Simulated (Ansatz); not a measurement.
**H interstitial in LaAl2Cu3, calculated**

Level of theory: PBEsol, no spin polarisation, scalar-relativistic; Ansatz, plane waves to 420 eV (PAW set soft_2), k-mesh 3×3×3.

The relaxed host crystal (no gap at this level of theory):

```cif
data_structure
_symmetry_space_group_name_H-M 'P 1'
_symmetry_Int_Tables_number 1
_cell_length_a 5.1844
_cell_length_b 5.1844
_cell_length_c 4.1638
_cell_angle_alpha 90.000
_cell_angle_beta 90.000
_cell_angle_gamma 117.930
_cell_volume 98.88
loop_
_atom_site_label
_atom_site_type_symbol
_atom_site_fract_x
_atom_site_fract_y
_atom_site_fract_z
_atom_site_occupancy
Al1 Al 0.50000 0.00000 0.50000 1
Al2 Al 0.00000 0.50000 0.50000 1
Cu1 Cu 0.66056 0.33944 0.00000 1
Cu2 Cu 0.33944 0.66056 0.00000 1
Cu3 Cu 0.50000 0.50000 0.50000 1
La1 La 0.00000 0.00000 0.00000 1
```

Supercell of 24 atoms, rows of the matrix [[1,1,-1],[-1,-1,-1],[-1,1,0]] times the cell vectors; H interstitial at (0.125, 0.875, 0.350) in fractions of the cell above. Atoms are relaxed at the host's cell, from a start shaken by 0.05 Å near the defect.

Nearest atoms to the added H: relaxed Al 1.84 Å, Al 1.84 Å, La 2.30 Å, La 2.30 Å, Cu 2.91 Å, Cu 2.91 Å, Cu 2.91 Å, Cu 2.92 Å.

| charge | gap of the cell on the mesh (eV) |
| --- | --- |
| 0 | 0.00 |

Formation energy of the neutral defect: -0.33 eV, taking atoms from and to the elements' standard states (no corrections for gases), so it belongs to those chemical potentials alone.

A negative value doesn't mean that the atoms enter by themselves: with the elements as reservoirs, compounds of them would form first.

Caveats: small supercell, so energies and levels can be off by tenths of an eV; one random start near the defect, so other minima are possible.

Hydrogen settles close to aluminium and lanthanum, with two Al contacts at 1.84 Å and two La contacts at 2.30 Å, while the nearest copper, at 2.91 Å, is well beyond bonding range. The Al–H distances are long for terminal bonds and fit a bridging or weak interaction, whereas the La–H distances are on the short side for a lanthanum hydride. This preference follows the chemistry of the elements: lanthanum is strongly electropositive and binds hydrogen firmly, while copper has little affinity for it. The added H 1s state probably mixes with metal states to form a bonding level below the Fermi energy, giving the hydrogen some hydridic character that the conduction electrons screen. That would help to account for the negative formation energy of -0.33 eV, although the separate contributions of La–H and Al–H bonding can't be read from it. Exothermic insertion at one site does not establish easy hydrogen migration, which depends on the barriers between sites.
